Dear colleague,

The derivation of your trap's frequencies that comes first below is wrong. I set it out in full because one of its numbers looks excellent.

Conventions: SI, metric (+,−,−,−), x^μ = (ct, x), A^μ = (φ/c, A), F_μν = ∂_μA_ν − ∂_νA_μ, u^μ = dx^μ/dτ, and

S = −mc∫ds − q∫A_μ dx^μ.

The model trap has B = 5 T along z, q = −e and qφ = ½mω_z²(z² − ρ²/2). I assume ν_z = ω_z/2π = 200 MHz as an illustrative value. With ω_c = eB/m, ν_c = 139.962 GHz.

THE WRONG ATTEMPT

(W1) L = −mc√(u·u) − qA_μu^μ, integrated over τ.
(W2) Since u·u = c², L = −mc² − qA_μu^μ.
(W3) Vary x^μ(τ) with fixed ends. The constant drops out, leaving qF_μν u^ν = 0.
(W4) In components, E + v×B = 0 and E·v = 0.

The z component demands E_z = 0, so z = 0. The radial component, with qE_ρ = mω_z²ρ/2, gives a drift about the axis at ω_d = ω_z²/(2ω_c), or ν_d = 142.8955 kHz. Wrong answer: one slow rotation, no axial or cyclotron motion, no relativistic shift.

THE SYMPTOM

The mass has vanished from (W3); in ω_d it cancels between ω_z² and ω_c. For q = 0 every world line is stationary, so not even straight-line motion follows. There is no acceleration, so position and velocity cannot be chosen independently. The momentum −∂L/∂u^μ is qA_μ alone, which makes (P − qA)² zero instead of m²c². And u^μ∂L/∂u^μ − L equals mc², whereas an action independent of parametrisation must give zero.

THE FAULTY LINE

It is (W2). The relation u·u = c² holds on a path labelled by its own proper time. Neighbouring paths between the same two events have different total proper times, so on a common fixed range of the label they violate it at first order. The discarded piece is −mc δ√(u·u) = −m u_μ δu^μ, which is the whole inertia.

THE MENDED CALCULATION

Use an arbitrary label λ, with ẋ = dx/dλ unconstrained:

L = −mc√(ẋ·ẋ) − qA_μẋ^μ,
P_μ = −∂L/∂ẋ^μ = mc ẋ_μ/√(ẋ·ẋ) + qA_μ.

The Euler–Lagrange equation is dP_μ/dλ = q(∂_μA_ν)ẋ^ν. Only now choose λ = τ, so that P_μ = mu_μ + qA_μ. With dA_μ/dτ = (∂_νA_μ)u^ν and the index raised,

m du^μ/dτ = qF^μν u_ν.

Contraction with u_μ vanishes by antisymmetry, so u·u stays at c². L is homogeneous of degree one in ẋ, hence the canonical Hamiltonian ẋ^μ∂L/∂ẋ^μ − L is zero, and squaring P − qA gives the constraint (P − qA)_μ(P − qA)^μ = m²c².

Choosing λ = t instead, with γ = 1/√(1 − v²/c²) and three-vectors from here on,

L = −mc²/γ − qφ + qA·v,
P = γmv + qA,
H = P·v − L = √(m²c⁴ + c²(P − qA)²) + qφ.

This H is the positive root of the constraint solved for cP⁰.

For uniform rotation about the axis in the plane z = 0, the equation d(γmv)/dt = q(E + v×B) gives

γω² − ω_cω + ω_z²/2 = 0.

The slip deleted the first term. At γ = 1 the roots are ω± = ½[ω_c ± √(ω_c² − 2ω_z²)]. The magnetron root is ν₋ = 142.8956 kHz, the cyclotron root is ν₊ = ν_c − ν₋, and axial motion at ν_z returns.

For the shift, drop φ; this changes it by relative order (ν_z/ν_c)² = 2.0×10⁻⁶. Then ω = ω_c/γ with γ = 1 + K/mc², K the kinetic energy and mc² = 511.0 keV. To first order Δν = −ν_c K/mc², or −273.9 kHz per eV.

Your electron sits in the lowest levels. The quantum ħω_c is 0.5788 meV, or 6.717 K, and a classical orbit with energy ħω_c/2 has radius √(ħ/eB) = 11.47 nm. For zero axial momentum (P − qA)² has eigenvalues 2mħω_c N with N = n + ½, so

E_N = mc²√(1 + 2εN), ε = ħω_c/mc² = 1.133×10⁻⁹.

Expanding, E_(N+1) − E_N = ħω_c[1 − ε(N + ½)] up to relative order ε². Each added quantum lowers the line by δ = εν_c = 158.5 Hz. Spin is absent from the point-charge action. The squared Dirac equation (g = 2) has (σ·(P − qA))² in place of (P − qA)², so N = n + ½ + m_s with m_s = ±½. The line n = 0→1 then lies 3δ/2 = 237.8 Hz below ν_c for spin up and δ/2 = 79.3 Hz below for spin down.

Two neglected terms can rival δ. Thermal axial motion adds a mean kinetic energy k_BT/2 to K, lowering the mean line position by 49.6 Hz at an axial temperature of 4.2 K and by 1.2 Hz at 0.1 K. A change of B by one part in 10⁹ moves the line by 140 Hz.

THE SIZE OF THE ERROR

These are the ideal model's numbers, not your apparatus's. The slip places the magnetron frequency only 0.146 Hz low, a relative 1.02×10⁻⁶, because inertia hardly matters to a slow drift; checking that line will not expose it. It loses entirely the cyclotron line near 139.962 GHz, the 200 MHz axial line, and the relativistic shift of −158.5 Hz per cyclotron quantum.